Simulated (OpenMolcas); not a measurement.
**B2NH5 (SMILES BNB): the dipole moment, rung by rung**

B2NH5 has 8 atoms, charge 0, and is taken as a singlet. As SMILES, `BNB`. The coordinates come from a PBE0-D4/def2-TZVP relaxation.

Quantity: the dipole moment, in D. The values are calculated.

| level | kind | program | value (D) | CPU time |
| --- | --- | --- | --- | --- |
| HF/aug-cc-pVDZ | Hartree–Fock | OpenMolcas | 1.13 | 14 s |
| SVWN5/aug-cc-pVDZ | LDA | OpenMolcas | 1.30 | 36 s |
| M06-L/aug-cc-pVDZ | meta-GGA | OpenMolcas | 1.28 | 73 s |
| TPSS/aug-cc-pVDZ | meta-GGA | OpenMolcas | 1.25 | 71 s |
| r2SCAN/aug-cc-pVDZ | meta-GGA | OpenMolcas | 1.25 | 69 s |
| B3LYP/aug-cc-pVDZ | global hybrid | OpenMolcas | 1.23 | 48 s |
| BHLYP/aug-cc-pVDZ | global hybrid | OpenMolcas | 1.18 | 44 s |
| M06-2X/aug-cc-pVDZ | hybrid meta-GGA | OpenMolcas | 1.19 | 62 s |

The values span 1.13 to 1.30 D. Magnitudes only. CPU times are rough (shared hosts, several kinds of processor): they show what a rung costs within a factor of a few.

The dipole moment of diborylamine, H2B–NH–BH2, is modest at every level, from 1.13 D in Hartree–Fock to 1.30 D in SVWN5. Such a value fits a partial cancellation familiar from aminoboranes: the σ framework draws electron density towards the electronegative nitrogen, while the nitrogen lone pair donates π density back into the formally empty boron p orbitals. The N–H bond and the hydridic B–H bonds add their own contributions, so the moment can't be read as a measure of B–N bond polarity alone.

The value broadly falls as exact exchange increases, from the semilocal functionals through B3LYP to BHLYP and Hartree–Fock. M06-2X breaks the strict order, lying marginally above BHLYP despite its slightly larger exchange fraction. The drift probably reflects weaker N-to-B π delocalisation as exact exchange grows, which shifts the balance between the opposing contributions. Without a correlated wavefunction or experimental reference, the agreement among the functionals doesn't establish which value is most accurate.
